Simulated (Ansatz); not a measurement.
A series in volume scale on TiAu

Results calculated with Ansatz 0.2.0, not measured. Periodic Kohn-Sham DFT of a crystal at fixed atoms, scaled to volume_scale times the given cell; pressure positive in compression, energy less spherical unpolarised free atoms, largest_vzz the field gradient of largest size among the nuclei.

The cell before it is scaled or strained (space group Pm-3m, No. 221):
```
cell vectors (Å)
   3.2540     0.0000     0.0000
   0.0000     3.2540     0.0000
   0.0000     0.0000     3.2540
atoms (fractions of the cell vectors)
Ti  0.50000  0.50000  0.50000
Au  0.00000  0.00000  0.00000
```

Settings of every row: method frozen-core PAW; functional PBEsol; relativity scalar; k mesh 10x10x10; filling fermi-dirac; smearing width 0.08 eV; wave cutoff 420 eV; paw set soft_2.

Atom start moment: 0 on all atoms.

Limits: PAW files made with PBE; no spin-orbit coupling on heavy atoms.

| row | volume scale | V (Å³/atom) | pressure (GPa) |
| --- | --- | --- | --- |
| 1 | 0.94 | 16.194 | 5.02 |
| 2 | 0.96 | 16.538 | 1.364 |
| 3 | 0.98 | 16.883 | -1.885 |
| 4 | 0.99 | 17.055 | -3.371 |
| 5 | 1 | 17.228 | -4.771 |
| 6 | 1.01 | 17.4 | -6.09 |
| 7 | 1.02 | 17.572 | -7.332 |
| 8 | 1.04 | 17.917 | -9.601 |
| 9 | 1.06 | 18.261 | ? |

Question: what pressure should row 9 give?

Worked fit of pressure. Take u = (V_r/V)^(2/3) − 1 with V_r = 17.142 Å³ an atom, which is twice the finite (Eulerian) strain; such expansions in the strain, on which the Birch-Murnaghan equation of state is built, carry the rest volume and the bulk modulus. The shown rows have u = 0.03866, 0.0242, 0.0102, 0.0034, -0.00333, -0.00991, -0.01638, -0.02905. Least squares give pressure = −4.0864 + 208.752 × u + 668.57 × u² + 628 × u³ GPa; a parabola predicts inner rows, each left out in turn, worse (root mean square 0.0069 against 0.0034 GPa). The rows lie off it by 0.001, -0.002, 0.002, -0.002, 0.003, 0.000, -0.003, 0.001. The pressure vanishes at u = 0.0185, or V = 16.68 Å³ an atom, and there the bulk modulus at fixed shape and fractions is B = −V dP/dV = (2/3)(1 + u) dP/du = 159 GPa. The withheld row has u = -0.04128, so the fit gives −4.0864 + 208.752 × (-0.04128) + 668.57 × (-0.04128)² + 628 × (-0.04128)³ = -11.609 GPa.

The calculation gave -11.609 GPa. The fit meets it to the printed digit. This row lies beyond the range of the fit.
